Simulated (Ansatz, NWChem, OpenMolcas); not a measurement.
How methods differ on C2H3In (SMILES C#[C][InH2])

C2H3In has 6 atoms, charge 0, and is taken as a singlet. SMILES: `C#[C][InH2]`. Geometry: relaxed at PBE0-D4/def2-TZVP.

Quantity: the vertical electron affinity (to the doublet anion), in eV. The values are calculated.

The electron affinity is E(neutral) − E(anion): positive where the electron is bound.

| level | kind | program | value (eV) | CPU time (all runs) |
| --- | --- | --- | --- | --- |
| SVWN5/def2-SVPD (core potential) | LDA | Ansatz | 0.62 | 10 s |
| BLYP/def2-SVPD (core potential) | GGA | OpenMolcas | 0.30 | 3.1 min |
| revPBE/def2-SVPD (core potential) | GGA | Ansatz | 0.38 | 18 s |
| M06-L/def2-SVPD (core potential) | meta-GGA | OpenMolcas | 0.15 | 4 min |
| PBE0/def2-SVPD (core potential) | global hybrid | OpenMolcas | 0.42 | 2.7 min |
| wB97M-V/def2-SVPD (core potential) | range-separated hybrid | Ansatz | 0.30 | 2.7 min |
| wB97X/def2-SVPD (core potential) | range-separated hybrid | Ansatz | 0.20 | 75 s |
| PBE-QIDH/def2-SVPD (core potential) | double hybrid | Ansatz | 0.34 | 29 s |
| RPA@PBE/def2-SVPD (core potential) | RPA | Ansatz | 0.46 | 33 s |
| MP2/def2-SVPD (core potential) | perturbation theory | NWChem | 0.09 | 3.3 min |

Spin-orbit coupling is left out. Where it was recorded, the anion's HOMO is positive in SVWN5/def2-SVPD, BLYP/def2-SVPD, revPBE/def2-SVPD, M06-L/def2-SVPD, PBE0/def2-SVPD, PBE-QIDH/def2-SVPD: a fault of the level (basis or self-interaction), which says nothing on whether the real anion is bound. The values span 0.09 to 0.62 eV. In the correlated wave-function rows the outer d shell of In is correlated, in sets not made for it. CPU times are rough (shared hosts, several kinds of processor and program).

All ten levels give a positive vertical electron affinity, but a small one, and the spread between them exceeds every individual value except the largest. The sign is therefore more consistent than the magnitude. Weak electron acceptance fits trivalent indium, which has only six valence electrons around it and a formally empty 5p orbital perpendicular to its bonding plane. The extra electron probably enters mainly this orbital, with some admixture of the ethynyl π* system, rather than a purely alkynyl π* orbital, which would lie higher.

The values don't follow the type of functional: BLYP and wB97M-V agree at 0.30 eV, while PBE0 lies above both GGAs and both range-separated hybrids. The extremes, SVWN5 at 0.62 eV and MP2 at 0.09 eV, may reflect different balances of exchange and correlation for the added electron. Because occupying the indium p orbital favours pyramidalisation, as in isoelectronic stannyl radicals, the adiabatic affinity is probably larger than the vertical one, though by how much isn't shown here.
